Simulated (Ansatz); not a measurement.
A series in volume scale on In

Results calculated with Ansatz 0.2.0, not measured. Plane-wave DFT, scalar-relativistic PAW made under PBE with cores redone for the functional, no dispersion; the given relaxed cell is scaled uniformly, energy at zero smearing counts from the unscaled cell, pressure at the given Fermi-Dirac smearing is positive in compression.

The cell before it is scaled or strained (space group Fd-3m, No. 227):
```
CELL_PARAMETERS angstrom
0.00000 3.30610 3.30610
3.30610 0.00000 3.30610
3.30610 3.30610 0.00000
ATOMIC_POSITIONS crystal
In 0.12500 0.12500 0.12500
In 0.87500 0.87500 0.87500
```

Settings of every row: spin polarised no; functional r2SCAN; wave cutoff 500 eV; smearing width 0.1 eV; k mesh 9x9x9.

Atom starting moment: 0 on all atoms.

Limits: the cell comes from a prototype or a list of computed structures and needn't be the stable phase.

```
row  volume scale  V (Å³/atom)  pressure (GPa)  energy change per atom (meV)
  1          0.88         31.8            4.96                         58.08
  2          0.92       33.246               ?                             ?
  3          0.96       34.691            1.33                          5.52
  4          1.04       37.582           -0.94                          4.69
  5          1.08       39.028           -1.73                         17.53
  6          1.12       40.473           -2.35                         36.76
```

Question: what pressure and energy change per atom should row 2 give?

Worked fit of pressure. Take u = (V_r/V)^(2/3) − 1 with V_r = 37.582 Å³ an atom, which is twice the finite (Eulerian) strain; such expansions in the strain, on which the Birch-Murnaghan equation of state is built, carry the rest volume and the bulk modulus. The shown rows have u = 0.11781, 0.05481, 0, -0.02486, -0.04821. Least squares give pressure = −0.954 + 34.917 × u + 129.3 × u² GPa; a straight line predicts inner rows, each left out in turn, worse (root mean square 0.44 against 0.031 GPa). The rows lie off it by 0.01, -0.02, 0.01, 0.01, -0.01. The pressure vanishes at u = 0.0250, or V = 36.22 Å³ an atom, and there the bulk modulus at fixed shape and fractions is B = −V dP/dV = (2/3)(1 + u) dP/du = 28.3 GPa. The withheld row has u = 0.08516, so the fit gives −0.954 + 34.917 × (0.08516) + 129.3 × (0.08516)² = 2.96 GPa.

The calculation gave 2.92 GPa. The fit lies 0.04 GPa (1.4 % of the value, 0.55 % of the column's range) above it; its largest miss of a shown row is 0.02 GPa.

Worked fit of energy change per atom. Take u = (V_r/V)^(2/3) − 1 with V_r = 37.582 Å³ an atom, which is twice the finite (Eulerian) strain; such expansions in the strain, on which the Birch-Murnaghan equation of state is built, carry the rest volume and the bulk modulus. The shown rows have u = 0.11781, 0.05481, 0, -0.02486, -0.04821. Least squares give energy change per atom = 4.449 − 347.344 × u + 6805 × u² meV; a straight line predicts inner rows, each left out in turn, worse (root mean square 23 against 0.56 meV). The rows lie off it by 0.10, -0.33, 0.24, 0.24, -0.25 (root mean square 0.24 meV). The withheld row has u = 0.08516, so the fit gives 4.449 − 347.344 × (0.08516) + 6805 × (0.08516)² = 24.22 meV.

The calculation gave 23.74 meV. The fit lies 0.48 meV (2 % of the value, 0.9 % of the column's range) above it; its largest miss of a shown row is 0.33 meV.
